Integrated elastic and transport cross sections of free neutral atoms for 500 eV electrons, calculated with Radial Dirac-Fock and Kohn-Sham solver 3. The calculations use Dirac partial waves in the static field of the Dirac-Fock density with Furness-McCarthy exchange, and include no polarisation or absorption.

```
species   Z  elastic cross section (bohr²)  first transport cross section (bohr²)  second transport cross section (bohr²)  backward hemisphere share (%)
      B   5                          3.342                                 0.3294                                  0.6477                          2.099
     Mg  12                          5.986                                  1.049                                   1.442                          6.663
     Ar  18                          7.309                                  1.749                                   2.110                          9.326
     Cr  24                          8.815                                  2.379                                   2.380                          10.92
     Zn  30                          7.525                                  2.697                                   2.108                          15.42
     Br  35                          9.721                                  3.011                                   2.439                          13.45
     Mo  42                          13.04                                  3.545                                   3.132                          12.26
     Cd  48                          11.34                                  3.827                                   3.310                          16.16
     Xe  54                          13.79                                  4.228                                   3.869                          14.19
     Nd  60                          18.35                                  4.384                                   4.187                          10.59
     Tb  65                          16.02                                  4.104                                   4.120                          11.08
     Lu  71                          14.82                                  3.647                                   4.075                          10.27
     Ir  77                          14.03                                  3.593                                   4.404                          10.50
     Bi  83                          16.29                                  3.689                                   4.829                          9.514
```

1. What the columns weigh

All four columns integrate one differential cross section dσ/dΩ over the scattering angle θ. The elastic cross section σ has weight 1, the first transport cross section σ₁ has weight 1 − cos θ, and the second, σ₂, has weight 1 − P₂(cos θ) = (3/2) sin²θ. The factor 3/2 can be read from boron, where a plain sin²θ could give at most 0.589 bohr² against the tabulated 0.6477. The backward share is the part of σ with θ > 90°. Being a ratio, it is better undone into a backward part σb = share × σ and a forward part σf = σ − σb.

Rounding is at most 0.05 %, far below every break discussed. The series has two kinds of break: a zigzag in σf, followed here at Zn and Nd, and a drop of σ₁ and σb after Nd, followed at Lu.

2. The smooth atom

A Thomas-Fermi atom has no shells and one length, a = 0.8853 Z^(−1/3) bohr. With Molière's three-exponential screening nothing is fitted. At 500 eV the wave number is k = 6.06 bohr⁻¹. First Born theory gives σ ∝ Z²a²/k² ∝ Z^(4/3), but it needs Z/k ≪ 1, and Z/k runs from 0.82 to 13.7. A least-squares line of ln σ against ln Z through all 14 rows has slope 0.57, and Born overshoots Bi by 219/16.29 ≈ 13.

Solving the Schrödinger equation in the same potential gives phase shifts δ_l for angular momentum l, and

σ₁ = (4π/k²) Σ (l + 1) sin²(δ_l − δ_(l+1)),  4π/k² = 0.342 bohr²

No term can exceed 0.342 (l + 1) bohr². In the model for Br the first three terms, 0.33, 0.65 and 1.00, already sit near their bounds, so σ₁ grows only as higher l are drawn in; the largest term moves to l = 3 at Nd and l = 4 at Bi. This is why the growth is so far below Born's.

From B to Nd the table agrees with the model to about 8 % in both σ₁ and σb, and from Ar to Nd to about 4 % in σb. The forward part fares worse: the table lies 7 to 52 % below the model in every row but Nd, in line with the over-diffuse outer density of a statistical atom. For σf the baseline is therefore a power law, fitted like the one above (exponent 0.54, rms scatter 13 %), and interpolation between adjacent rows.

3. Zinc: a peak in the share that is a hole in the forward part

For Zn, σb = 0.1542 × 7.525 = 1.16 bohr² and σf = 6.36 bohr². Interpolate ln σ linearly in ln Z between Cr and Br, so that Zn itself does not enter. The fraction of the way is

t = ln(30/24)/ln(35/24) = 0.591

σf = 7.85 × (8.41/7.85)^0.591 = 8.18 bohr²

σb = 0.96 × (1.31/0.96)^0.591 = 1.15 bohr²

Zn is 22 % below the interpolated σf and within 1 % of the interpolated σb. With the interpolated forward part its share would be 1.16/(1.16 + 8.18) = 12.4 %, between those of Cr and Br, instead of 15.42 %. The numbers thus show that the peak in the share is weak forward scattering. The power law, which includes Zn in its fit, puts the deficit at 25 %. Cd repeats the pattern, with σf 18 % below its neighbours and 13 % below the power law. Part of that gap belongs to Mo, itself a break: 27 % above the Br–Cd interpolation and 12 % above the power law, as suits an open 4d shell with diffuse 5s density. The 21 % excess of Cr over its neighbours is mostly Zn's dip seen from next door, since Cr is only 4 % above the power law.

The cause is argued from theory. For momentum transfer q = 2k sin(θ/2) the Born amplitude is f = 2(Z − F(q))/q², and the form factor starts as F ≈ Z − q² Σ⟨r²⟩/6, where r is an electron's distance from the nucleus. Hence f(0) = Σ⟨r²⟩/3: small angles see the outer density. This fixes only the height of the forward peak; σf depends on its width as well, so Σ⟨r²⟩ guides the departures from the trend and does not rank the atoms. That scattering is carried by high l with small phases, for which the argument stays qualitatively sound even where Born fails overall. Density at 3 bohr scatters within θ ≈ 1/(3k) rad, about 3°, where 1 − cos θ is near 10⁻³. In the model, moving two electrons from a mean radius of 1 bohr to 3 bohr raises σf by tens of per cent, σ₁ by about ten and changes σb by about 8 at most, for the rows from Mg to Bi. Filling a d shell puts electrons inside the atom and pulls in the outer s pair, so Zn and Cd should be small for their Z. That last link is standard shell physics and is untested here.

At small angles σ₂ weights by 3θ²/2 and σ₁ by θ²/2, so σ₂ feels more of the forward cone. Zn falls 13 % below its neighbours in σ₂, enough for a dip under Cr, and only 1 % in σ₁. The gap in σ₂, 2.41 − 2.108 ≈ 0.31 bohr², is far too large for a 3° cone, where the weight is about 0.004. Set against the 1.82 bohr² missing from σf it implies a mean weight of 0.17, or angles near 20°, so density well inside 3 bohr is involved, plausibly the compact 3d shell as well as the 4s pair.

4. Neodymium: the opposite break

Nd has σf = 16.41 bohr², 33 % above the power law and 25 % above the Xe–Tb interpolation, while its σb is within 1 % of the smooth atom. The same argument applies with the sign reversed: early in the lanthanide row the 6s electrons are expected to be diffuse, though no radii are tabulated to test it. The fall of σf through Tb and Lu to Ir fits the lanthanide contraction and the 5d filling that follows, and the recovery at Bi fits the opening of 6p. For open-shell atoms such as Nd the size of the break may depend on how the configuration was treated.

A closed shell alone does not make a dip: Ar and Xe lie within 3 % of the power law. Since Σ⟨r²⟩ counts electrons as well as radius, eight outer electrons offset a small size. On this reading K, Ca, Cs and Ba should stand above the line and Hg below it. Polarisation, left out of the calculation, adds scattering at just these angles and most for diffuse atoms, so it would probably widen the contrast.

5. Lutetium: the break the smooth atom does not explain

σ₁ rises at every step up to Nd, 4.384 bohr², and falls 17 % to Lu; the model rises 4 % over the same step and has no maximum for Z from 5 to 90. Likewise σb loses 22 % from Xe to Lu, where the model is flat to 1 %. Lu, Ir and Bi lie 22 to 23 % below the model in σ₁. The comparison shows that bounded, interfering partial waves in a shell-free potential account for the flattening and not for the drop. The spacing of the rows places the maximum only between Xe and Tb, and the 2.7 % spread among Lu, Ir and Bi is too small to rank them.

The model lacks shells, relativity and exchange, and the comparison cannot separate their effects. One bound is available. At Bi the deficit is 4.70 − 3.69 ≈ 1.0 bohr², while the two terms containing s and p phases sum to 0.31 + 0.45 = 0.76 bohr², so in the model's sum a relativistic change of those phases alone cannot supply it. The bound leaves out d and higher phases and spin-flip scattering, so it does not show that relativity is negligible. The large terms at Bi have l = 3 to 5, with impact parameters (l + ½)/k of 0.6 to 0.9 bohr. The attractive field pulls the closest approach inside these values, so these waves sample the region within about a bohr of the nucleus, into which the 4f shell contracts as it fills. A plausible guess is that the filling 4f shell screens the nucleus at these radii more than the statistical density does. The onset within the lanthanides suits this, as does the smaller deficit of 7 to 8 % at Zn and Br after 3d filling, but neither is a test; repeating Lu with its 4f electrons moved to outer shells would be one. Absorption, also omitted, would lower the large-angle values themselves.

6. Neighbouring series

At several keV, Z/k is smaller and the bounded low-l terms make up less of σ₁, so the exponents move toward Born's and σ₁ should climb more steadily with Z. The forward zigzag should persist, though not at the same size, because the Born amplitude at fixed q, f(0) = Σ⟨r²⟩/3 included, contains no energy. For positive ions the Coulomb tail makes the integrated cross sections diverge at small angles, and the backward part remains the quantity to compare. Below about 200 eV this static-plus-exchange level is itself poor.
